A chlorine atom lies on the line of one Ge–H bond of germane, and the hydrogen atom between them is moved from germanium to chlorine. The scan distance is the Ge–H distance $r_1$. Germanium and chlorine stay 3.32 Å apart, so the H–Cl distance $r_2=3.32\ \text{Å}-r_1$ shrinks by as much as Ge–H grows. Each method counts its energy from its own value at the first row, where chlorine is already close. The columns therefore describe the passage of the hydrogen atom and contain neither the barrier nor the reaction energy of separated GeH₄ and Cl.

Hydrogen transfer from GeH₄ to Cl (neutral doublet), computed with Ansatz 0.2.0 using unrestricted PBE and UHF-based CCSDT in the cc-pVDZ basis, without relativistic effects. The fragments are kept rigid at PBE0/def2-TZVP geometries, and CCSDT keeps the atomic cores, including Ge 3d, frozen.

| scan distance (Å) | PBE, energy from the start of the scan (kJ/mol) | UCCSDT, energy from the start of the scan (kJ/mol) |
| --- | --- | --- |
| 1.534 | 0.00 | 0.00 |
| 1.597 | -9.70 | -5.00 |
| 1.723 | -22.30 | -12.20 |
| 1.848 | -31.20 | -23.60 |
| 1.974 | -33.20 | -34.80 |

**(a) One bond is stretched while another forms. Why is the CCSDT energy at 1.723 Å only slightly below the start? Estimate the change from the properties of the two bonds.**

*Solution.* Three electrons matter most: the two of the Ge–H bond and the unpaired one of chlorine. The hydrogen electron can pair with an electron on germanium or with one on chlorine, but not fully with both. As long as it is paired with germanium, the chlorine electron meets a bond that is already closed and is partly repelled. The new bond has to compete with the old one before it can lower the energy much.

The simplest system of this kind is H + H₂, for which London's three-electron formula gives the energy. The analogy covers the competition for the middle electron. It does not cover the polarity of H–Cl or the lone pairs of chlorine, and in H + H₂ the two bonds are equally strong, whereas here H–Cl is the stronger one. If the direct interaction of the outer atoms and the orbital overlap are neglected, the formula reads

$$E=Q_1+Q_2-\sqrt{J_1^2+J_2^2-J_1J_2}.$$

Index 1 stands for Ge–H and index 2 for H–Cl. $J$ is the part of a bond's energy that depends on spin pairing, and $Q$ is the part that does not. Both follow from a Morse curve for the paired bond, $D(y^2-2y)$, and a repulsive curve for parallel spins, $\tfrac12D(y^2+2y)$, with $y=e^{-\beta(r-r_0)}$. Half the sum and half the difference of the two curves are

$$Q=D\left(\tfrac34y^2-\tfrac12y\right),\qquad J=D\left(\tfrac14y^2-\tfrac32y\right).$$

Rough recalled constants suffice. For Ge–H, $D=370$ kJ/mol and $\beta=1.5$ Å⁻¹, with the first row as the rest length $r_0$. For H–Cl, $D=450$ kJ/mol, $\beta=1.9$ Å⁻¹ and $r_0=1.3$ Å. Nothing is fitted to the table.

At the start $y_1=1$ and $y_2=e^{-1.9\times0.486}=0.397$. In kJ/mol this gives $Q_1=92.5$, $Q_2=-36.1$, $J_1=-462.5$ and $J_2=-250.3$, hence

$$E=56.4-401.0=-344.6.$$

At 1.723 Å, $y_1=e^{-1.5\times0.189}=0.753$ and $y_2=e^{-1.9\times0.297}=0.569$. Now $Q_1=18.1$, $Q_2=-18.8$, $J_1=-365.5$ and $J_2=-347.5$, so that

$$E=-0.7-356.9=-357.6.$$

The estimated change is −13 kJ/mol, against −12.2 from CCSDT.

The square root shows the competition at work. At 1.723 Å the two pairing terms are nearly equal, yet together they yield about as much as one of them alone. If the hydrogen atom could form both bonds in full, the energy would already have dropped by 57 kJ/mol. In the formula, the competition thus leaves only about 13 of these 57 kJ/mol.

The close agreement at this row is partly luck. With a Ge–H bond weaker by 20 kJ/mol, the same formula gives −20 kJ/mol. That sensitivity also tells how a related transfer should respond: the weaker the bond to be given up, the sooner and deeper the energy falls.

**(b) The CCSDT curve descends more gently in its second step than in its first, and then steepens. Which parts of this can be explained?**

*Solution.* The later steepening is what the competition leads one to expect. Up to about 1.723 Å the two bonds hold each other in check. Beyond it the hydrogen electron pairs mainly with chlorine, so the further growth of H–Cl counts more and more fully, while the further loss of Ge–H counts for less and less. The formula reproduces this change of pace but overdoes it, ending at −54 kJ/mol where CCSDT gives −34.8. It is a guide to the shape of the late descent, not to its depth.

The slackening before it is more delicate. The CCSDT slope weakens from −79 to −57 kJ/mol per Å between the first and the second step. The same calculations allow the energy to be divided into that of a single determinant (unrestricted Hartree–Fock) and the correlation energy added by CCSDT. The Hartree–Fock energy rises by 0.8 kJ/mol in the first step and by 3.0 in the second, which is twice as long. Up to the third row, correlation supplies the whole descent, but it too gains less per ångström in the second step.

A plausible reason for the Hartree–Fock part is that a bond near its rest length resists the first stretch very little and each further stretch more. This remains a guess, because the formula of part (a) contains the same growing resistance and still shows no slackening. The slope is a small difference between large opposing terms, and so simple a model cannot be trusted to place such a detail.

A breakdown of the single-determinant starting point is an unlikely cause. At 1.723 Å the spin expectation value is 0.78, close to the 0.75 of a pure doublet. A correction for quadruple excitations changes the energy relative to the start by only about −0.2 kJ/mol. These checks reach as far as the third row, so they support the slackening itself but not the last two points.

**(c) PBE has completed two thirds of its fall by 1.723 Å, CCSDT about one third. Why does PBE run ahead, and what does the near agreement at the last row mean?**

*Solution.* As the hydrogen atom crosses, the unpaired electron moves the other way, from chlorine to germanium. Midway it belongs to both ends. PBE does not fully cancel the repulsion of an electron with its own charge cloud, and the remaining error favours electrons that are spread over several atoms. This delocalisation error is well known from H + H₂, where it makes the shared structure too stable and the barrier too low.

The table has the pattern that this error would produce. Relative to the start, PBE lies 4.7 kJ/mol below CCSDT at the second row and 10.1 below at the third. That is also where the estimate of part (a) finds the two pairing terms nearly equal, and hence the electron most evenly shared. The match supports the explanation without proving it, since no calculation here removes the self-repulsion and leaves everything else unchanged. Part of the gap may also come from the small basis, which usually limits CCSDT more than PBE.

The same cause would also explain why PBE levels out. Once the hydrogen atom settles on chlorine, the unpaired electron should become more localised on germanium, and the extra stabilisation would be lost again. In the last step CCSDT falls by 11.2 kJ/mol, but PBE moves up relative to it by 9.2, from 7.6 below to 1.6 above. Only $11.2-9.2=2.0$ kJ/mol of descent is left.

The near agreement at 1.974 Å is therefore a crossing of two different curves. PBE has almost stopped falling there, while CCSDT still descends at 89 kJ/mol per Å. Nor is the gap of 1.6 kJ/mol the error of PBE for the final structure alone. The electron is already partly shared at the start, and whatever error PBE makes there is hidden in the common zero.

Germane is a precursor for germanium films, and chlorine is used to etch them. For this hydrogen transfer, PBE puts more of the energy release into the early part of the path than CCSDT does in the same basis, even though the two totals nearly agree at the last row. A rate would need relaxed structures and separated reactants, and a comparison with experiment at the level of a few kJ/mol would also need a larger basis and relativistic effects, including spin–orbit coupling, all of which are left out here.

The output below lists the slopes of both curves and compares the unfitted formula, for two strengths of the Ge–H bond, with the plain sum of two full bonds at every row.

Printed output of the fit:

```
Shape of the curves:
    row  H-Cl in angstrom  PBE less CCSDT in kJ/mol  PBE slope in kJ/mol per angstrom  CCSDT slope in kJ/mol per angstrom
  1.534             1.786                         0                               n/a                                 n/a
  1.597             1.723                      -4.7                              -154                              -79.37
  1.723             1.597                     -10.1                              -100                              -57.14
  1.848             1.472                      -7.6                             -71.2                               -91.2
  1.974             1.346                       1.6                            -15.87                              -88.89
Share of the whole PBE fall reached at the third row in percent: 67.17
Share of the whole CCSDT fall reached at the third row in percent: 35.06
PBE change in the last step in kJ/mol: -2
CCSDT change in the last step in kJ/mol: -11.2
UHF part from start to second row in kJ/mol: 0.8394
UHF part from start to third row in kJ/mol: 3.85
CCSDT correlation part from start to second row in kJ/mol: -5.862
CCSDT correlation part from start to third row in kJ/mol: -16.03
Change by (Q) from start to third row in kJ/mol: -0.2197
Models from the start in kJ/mol:
    row  competing bonds  competing bonds with Ge-H weaker by 20  two full bonds added  CCSDT
  1.534                0                                       0                     0      0
  1.597           -3.798                                  -5.478                -23.24     -5
  1.723           -12.97                                  -19.52                 -57.3  -12.2
  1.848           -32.66                                  -44.18                -76.36  -23.6
  1.974           -53.51                                  -68.36                -74.01  -34.8
Rms miss of competing bonds against CCSDT over the four moved rows in kJ/mol: 10.42
Rms miss of two full bonds against CCSDT over the four moved rows in kJ/mol: 40.89
```
